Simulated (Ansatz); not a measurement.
# A series in volume scale on Ti3Zn

Free energy against uniform scaling of the volume at fixed shape and fractions; periodic cell, basis, potentials, k mesh and filling as listed. The results are calculated, by Ansatz 0.2.0.

The cell before it is scaled or strained (space group I4/mmm, No. 139):
```
cell vectors (Å)
  -1.9698     1.9698     4.2053
   1.9698    -1.9698     4.2053
   1.9698     1.9698    -4.2053
atoms (fractions of the cell vectors)
Ti  0.75000  0.25000  0.50000
Ti  0.25000  0.75000  0.50000
Ti  0.50000  0.50000  0.00000
Zn  0.00000  0.00000  0.00000
```

Settings of every row: functional PBEsol; dispersion none; potentials PAW; wave cutoff 550 eV; density cutoff 2200 eV; k mesh 8x8x8; k shift 0x0x0; occupations fermi dirac; smearing width 0.05 eV; spin none.

Limits: coarse k mesh, up to 40 meV an atom off; the cell comes from a prototype or a list of computed structures and needn't be the stable phase.

| row | volume scale | V (Å³/atom) | pressure (GPa) | energy above lowest point (meV/atom) |
| --- | --- | --- | --- | --- |
| 1 | 0.9406 | 15.348 | 1.89 | 0 |
| 2 | 0.9703 | 15.832 | -1.83 | 0 |
| 3 | 1 | 16.317 | -5.02 | 10.5 |
| 4 | 1.0297 | 16.802 | ? | ? |
| 5 | 1.0594 | 17.286 | -10.11 | 57.1 |

Question: what pressure and energy above lowest point should row 4 give?

Worked fit of pressure. Take u = (V_r/V)^(2/3) − 1 with V_r = 16.075 Å³ an atom, which is twice the finite (Eulerian) strain; such expansions in the strain, on which the Birch-Murnaghan equation of state is built, carry the rest volume and the bulk modulus. The shown rows have u = 0.03133, 0.01021, -0.00991, -0.04727. Least squares give pressure = −3.489 + 159.03 × u + 401.4 × u² GPa; a straight line predicts inner rows, each left out in turn, worse (root mean square 0.39 against 0.014 GPa). The rows lie off it by 0.00, -0.01, 0.01, 0.00. The pressure vanishes at u = 0.0208, or V = 15.59 Å³ an atom, and there the bulk modulus at fixed shape and fractions is B = −V dP/dV = (2/3)(1 + u) dP/du = 120 GPa. Letting shape and atoms relax would as a rule lower it, by much in layered, chain or molecular crystals. The withheld row has u = -0.02906, so the fit gives −3.489 + 159.03 × (-0.02906) + 401.4 × (-0.02906)² = -7.77 GPa.

The calculation gave -7.76 GPa. The fit lies 0.01 GPa (0.083 % of the column's range) below it, one unit of the last digit.

Worked fit of energy above lowest point. Take u = (V_r/V)^(2/3) − 1 with V_r = 16.075 Å³ an atom, which is twice the finite (Eulerian) strain; such expansions in the strain, on which the Birch-Murnaghan equation of state is built, carry the rest volume and the bulk modulus. The shown rows have u = 0.03133, 0.01021, -0.00991, -0.04727. Least squares give energy above lowest point = 4.05 − 525.1 × u + 12633 × u² meV/atom; a straight line predicts inner rows, each left out in turn, worse (root mean square 12 against 0.012 meV/atom). All shown rows lie on it to the printed digit. Its lowest point lies at u = 0.0208, or V = 15.59 Å³ an atom, and the curvature there gives the bulk modulus at fixed shape and fractions, B = (4/9)(1 + u)² E″(u)/V = 120 GPa. Letting shape and atoms relax would as a rule lower it, by much in layered, chain or molecular crystals. The withheld row has u = -0.02906, so the fit gives 4.05 − 525.1 × (-0.02906) + 12633 × (-0.02906)² = 30.0 meV/atom.

The calculation gave 29.9 meV/atom. The fit lies 0.1 meV/atom (0.18 % of the column's range) above it, one unit of the last digit.
